**Question**

Radial Dirac-Fock and Kohn-Sham solver 3: photoionisation of Nd (Z = 60) subshell N7 (2.2857 electrons, binding energy 7.1 eV) in a Dirac-Hartree-Slater potential with a Latter tail. Cross sections include all multipoles; beta is from E1, gamma and delta from E1-E2 interference, in 1 + beta P2(cos theta) + (delta + gamma cos^2 theta) sin theta cos phi for linear polarisation.

| photon energies (eV) | cross section (kb) | beta | gamma | delta |
| --- | --- | --- | --- | --- |
| 80 | 2281 | 0.405 | 0.006 | 0.013 |
| 100 | 2007 | 0.410 | 0.008 | 0.016 |
| 154 | 1300 | 0.506 | 0.012 | 0.021 |
| 181 | 1035 | 0.564 | 0.015 | 0.023 |
| 258 | 547.5 | 0.715 | 0.027 | 0.029 |
| 369 | 241.2 | 0.871 | 0.053 | 0.038 |
| 747 | 32.08 | 1.066 | 0.203 | 0.067 |
| 800 | 25.79 | 1.072 | 0.226 | 0.071 |
| 1450 | 3.400 | 1.037 | 0.475 | 0.112 |
| 2210 | 0.7122 | 0.936 | 0.679 | 0.159 |
| 2480 | 0.4567 | 0.903 | 0.736 | 0.175 |
| 3170 | 0.1728 | 0.830 | 0.860 | 0.217 |
| 5040 | 0.02512 | 0.691 | 1.094 | 0.324 |
| 7470 | 0.004475 | 0.579 | 1.265 | 0.449 |
| 13300 | 0.0003146 | 0.438 | 1.438 | 0.703 |

N7 is the $4f_{7/2}$ subshell; its 2.2857 electrons are $4\times 8/14$, a $4f^4$ shell spread statistically over $j$. In the angular distribution $\theta$ is measured from the polarisation and $\phi$ from the plane that holds the photon direction. $\beta$ (beta) is the dipole anisotropy; $\gamma$ and $\delta$ (gamma, delta) are the first nondipole corrections.

(a) Does any row break the smooth trend? Size the departures.
(b) Explain the shape of the cross section $\sigma$ and of $\beta$ with a simple model, compare the model's $\beta$ at 3170 eV with the table, and say where the model fails.
(c) Where should real neodymium depart from this curve?

**Model answer**

(a) Each of the 13 interior rows is left out in turn and predicted from the others by a cubic spline and by a cubic through four neighbours, in $\ln E$ (logarithms of $\sigma$, $\gamma$, $\delta$; $\beta$ directly). The largest departures are 0.35 % of the predicted $\sigma$ (100 eV), 0.003 in $\beta$ (369 and 1450 eV), 0.005 in $\gamma$ (7470 eV) and 0.002 in $\delta$ (1450 eV). These exceed the rounding, which is 0.01 to 0.05 % in $\sigma$ and 0.0005 in the rest. In the angular parameters, though, they fall on rows whose removal opens a gap of nearly a factor of three in energy, where any cubic errs. In $\sigma$ the largest sits next to the edge of the table, where the two interpolants themselves disagree (0.35 against 0.18 %) and the rounding of the neighbours is amplified. No row is a break, and the residuals get no physical cause. The structure is gradual: the slope $d\ln\sigma/d\ln E$ steepens in every interval, from $-0.57$ to $-4.60$, and $\beta$ has one broad maximum, 1.072 at 800 eV.

(b) A photon ejects an electron of momentum $k$ by acting on the part of the orbital that varies over a length of order $1/k$, so rising energy scans the $4f$ orbital from its bulk inwards. The orbital has no radial node and vanishes as $r^3$ at the nucleus. Without a node the dominant $f\to g$ amplitude has no ordinary Cooper zero, and in a fixed one-electron potential amplitudes and phases vary slowly well above threshold. Above the delayed maximum of $\sigma$, which the table does not reach, theory therefore gives a featureless fall, and the column shows one over nearly seven decades.

The limit follows from the acceleration form of the dipole operator, $Z\hat r/r^2$, with plane waves. The radial integral $\int r^{l}\,j_{l\pm1}(kr)\,dr$ scales as $k^{-l-1}$, and $\sigma\propto k|M|^2/E^3\propto E^{-l-7/2}$, that is $E^{-6.5}$ for $l=3$. The outgoing electron is not free, however. At large $k/Z$ the Coulomb field multiplies $\sigma$ by about $e^{-\pi Z/k}$ (atomic units), which softens the slope by about $\pi Z/2k$. For $Z=60$ the ratio $Z/k$ is still 1.92 in the last row, so the asymptote lies well beyond the table.

The exact hydrogenic $4f$ shape, a function of $K=k/Z$, contains both factors. It also carries its own binding energy, $Z^2/32$ hartree, several hundred eV for the charge fitted below against the 7.1 eV of the run, so its charges at low energy are partly a correction for that mismatch. Fitted by least squares in $\ln\sigma$ to all 15 rows, with amplitude and charge free, it gives $Z\approx21$ and ratios table/model between 0.66 (1450 eV) and 2.12 (13300 eV). A single power law fitted the same way has exponent $-3.09$ and ratios from 0.19 to 2.72. The misfit is a drift. The charge that reproduces the slope of each interval separately is 24.8 in the first, 17.8 at 258–369 eV and 35.6 in the last. The rise at high energy is what screening suggests, since smaller radii see more of the nucleus; relativity and retardation also act at $v/c\approx0.2$ and are absorbed in the same number. The extra flatness of the lowest rows is the standard delayed onset of a $g$ wave held off by its centrifugal barrier, an attribution argued from theory and not displayed by any column.

The anisotropy comes from two outgoing waves, $d$ and $g$. With $\rho=R_d/R_g$ the ratio of radial amplitudes and $\Delta$ their phase difference, the nonrelativistic Cooper–Zare formula for $l=3$ is

$$\beta=\frac{6\rho^2+20-72\rho\cos\Delta}{7\,(3\rho^2+4)} .$$

A pure $g$ wave gives $5/7$. For plane waves the two integrals above stand as $1:2l$ and $\Delta=0$, so $\rho=1/6$ and $\beta=2/7$. In a Coulomb field

$$\rho=\frac18\sqrt{\frac{1+16K^2}{1+9K^2}},\qquad \Delta=\arctan\frac{Z}{3k}+\arctan\frac{Z}{4k},$$

and $\beta$ falls from 1.027 at small $k$ towards $2/7$ mainly through $\Delta$, because $\rho$ only moves from $1/8$ to $1/6$.

At 3170 eV, with the bare charge 60 and nothing fitted, $k=\sqrt{2(3170-7.1)/27.21}=15.25$ and $K=0.254$. Then $\rho=0.125\sqrt{2.03/1.58}=0.142$, $\Delta=0.919+0.777=1.696$ and $\cos\Delta=-0.125$, so

$$\beta=\frac{0.12+20+1.28}{7\times4.06}=0.753 .$$

The table has 0.830, higher by 0.077. The model reproduces the descent on the high side but too gently: the table lies 0.166 above it at 1450 eV and 0.062 below it at 13300 eV. A least-squares fit of $Z$ to the seven rows from 1450 eV up gives about 70, more than the nuclear charge, and still leaves 0.133. The charges from $\sigma$ and from $\beta$ disagree and are only shape parameters.

Below the maximum the model fails outright: 1.017 against 0.405 at 80 eV. Within the formula the data set bounds. Values above $5/7$, clear from 369 to 3170 eV, need $\rho\cos\Delta<0$, and the maximum needs $\rho\ge0.144$, reached only if $\cos\Delta=-1$. The value at 80 eV needs $\rho\ge0.120$ with $\cos\Delta=+1$, or a stronger $d$ wave at a less favourable phase. A slow electron crosses the whole screened atom, where the $d$ wave penetrates the core and gathers a large short-range phase while the $g$ wave is largely kept out of it; the two bounds, 0.120 and 0.144, lie close to the hydrogenic range 0.125 to 0.167, so both extremes are reached at nearly the same $\rho$ if $\cos\Delta$ is near $+1$ in the lowest rows, where $\beta$ is almost flat, and near $-1$ at 800 eV. The reading is a phase that falls by about $\pi$ between the two and then joins the Coulomb descent; the table lists neither $\rho$ nor $\Delta$, so this is inferred, not displayed.

The nondipole terms arise from E2 interfering with E1. Their scale is the photon momentum $E/c$ times the length probed, of order $1/k$, hence $v/c$. Both columns grow in every row, though not in proportion to $v/c$: $\gamma/(v/c)$ climbs from 0.36 to 7.79 at 5040 eV and returns to 6.30, while $\delta/(v/c)$ goes from 0.77 to 3.08. At 13300 eV the distribution drops to 0.025 in its weakest direction, against an average of 1. Omitted second-order terms can matter there, which makes the angular shape of that row the least secure.

(c) The smoothness is partly built in. A Dirac–Hartree–Slater potential has no coupling between channels, so excitation of a core electron into the open $4f$ shell, followed by decay into the $4f$ continuum, cannot appear. The $4d\to4f$ giant resonance (starting near 120 eV and peaking somewhat higher, a recalled size) belongs between rows 100 and 154, and the $3d\to4f$ lines (roughly 1000 eV, likewise) between rows 800 and 1450. The $j$-averaged shell also replaces the $4f^3$ multiplets of the ion by one binding energy, and $\sigma$ refers to 2.2857 electrons, not eight.

**Remarks on the reasoning**

The residuals at 1450 eV sit next to the $3d$ region and invite a resonance story. The calculation cannot contain one. That both interpolants agree there proves little, since two cubics across the same wide gap err alike.

A second listing from the same run, which states no photon energy, gives 2421.3 kb, $\beta=0.447$ and $\delta=0.011$ for N7, against 2281 kb, 0.405 and 0.013 in the first row. A larger $\sigma$, a smaller $\delta$ and a $\beta$ past its shallow minimum are what the same curve gives at a lower photon energy, so the listing is most likely another point and not a measure of error at 80 eV. Smoothness itself measures internal consistency, not accuracy. Within that listing the $\beta$ of $4f_{5/2}$ and $4f_{7/2}$ differ by less than 0.01, and the cross section of $4f_{7/2}$ is 1.358 times that of $4f_{5/2}$, against the statistical $8/6$, which supports the nonrelativistic formula at that energy only.

The argument carries over to other nodeless subshells: a neighbouring lanthanide $4f$ should show, over the same range, the same fall and a $\beta$ that rises from a shallow minimum to one broad maximum, with a nonrelativistic dipole limit $(l-1)/(2l+1)$ at high energy, while an orbital with nodes can have a Cooper minimum where $\beta$ swings sharply. The rise of $\beta$ from 0.405 to 1.072 is read as a sweep of the phase difference at nearly fixed $\rho$; printing the two radial amplitudes and their phases would show it directly.
